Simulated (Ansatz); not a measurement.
## Ir: pressure against volume per atom

Results calculated with Ansatz 0.2.0 development build, not measured. Equation of state of a cubic crystal from periodic Kohn-Sham density functional theory without spin; pressure corrected for the finite basis.

Cell of the first row (space group Fm-3m, No. 225):
```
Ir
1.0
      0.0000     1.8832     1.8832
      1.8832     0.0000     1.8832
      1.8832     1.8832     0.0000
Ir
1
Direct
  0.00000 0.00000 0.00000
```

Settings of every row: formula Ir; structure type fcc; functional r2SCAN; spin treatment none; k mesh 15x15x15; occupation method fermi-dirac; occupation width 0.1 eV; wave cutoff 820 eV; datasets hand-made PAW; density cutoff ratio 4; xc grid level 2.

Limits: modest k-mesh, values are not fully converged in k; the SCF threshold is loose for a stress in some rows; no spin-orbit coupling, which can matter with elements this heavy.

```
row  volume per atom (Å³)  pressure (GPa)  energy above lowest point (meV/atom)
  1                13.357          27.468                                 69.25
  2                13.792          12.313                                 15.81
  3                14.228               ?                                     ?
  4                14.663         -10.764                                 15.47
  5                15.099         -19.442                                  56.9
```

Question: what pressure should row 3 give?

Worked fit of pressure. Take u = (V_r/V)^(2/3) − 1 with V_r = 14.227 Å³ an atom, which is twice the finite (Eulerian) strain; such expansions in the strain, on which the Birch-Murnaghan equation of state is built, carry the rest volume and the bulk modulus. The shown rows have u = 0.04296, 0.02092, -0.01992, -0.03888. Least squares give pressure = −0.2946 + 565.051 × u + 1880.6 × u² GPa; a straight line predicts inner rows, each left out in turn, worse (root mean square 1.8 against 0.096 GPa). The rows lie off it by 0.017, -0.036, 0.040, -0.021 (root mean square 0.03 GPa). The pressure vanishes at u = 0.0005, or V = 14.22 Å³ an atom, and there the bulk modulus at fixed shape and fractions is B = −V dP/dV = (2/3)(1 + u) dP/du = 378 GPa. The withheld row has u = -5e-05, so the fit gives −0.2946 + 565.051 × (-5e-05) + 1880.6 × (-5e-05)² = -0.323 GPa.

The calculation gave -0.292 GPa. The fit lies 0.031 GPa (11 % of the value, 0.066 % of the column's range) below it; its largest miss of a shown row is 0.040 GPa.

The other values of row 3: energy above lowest point 0 meV/atom.
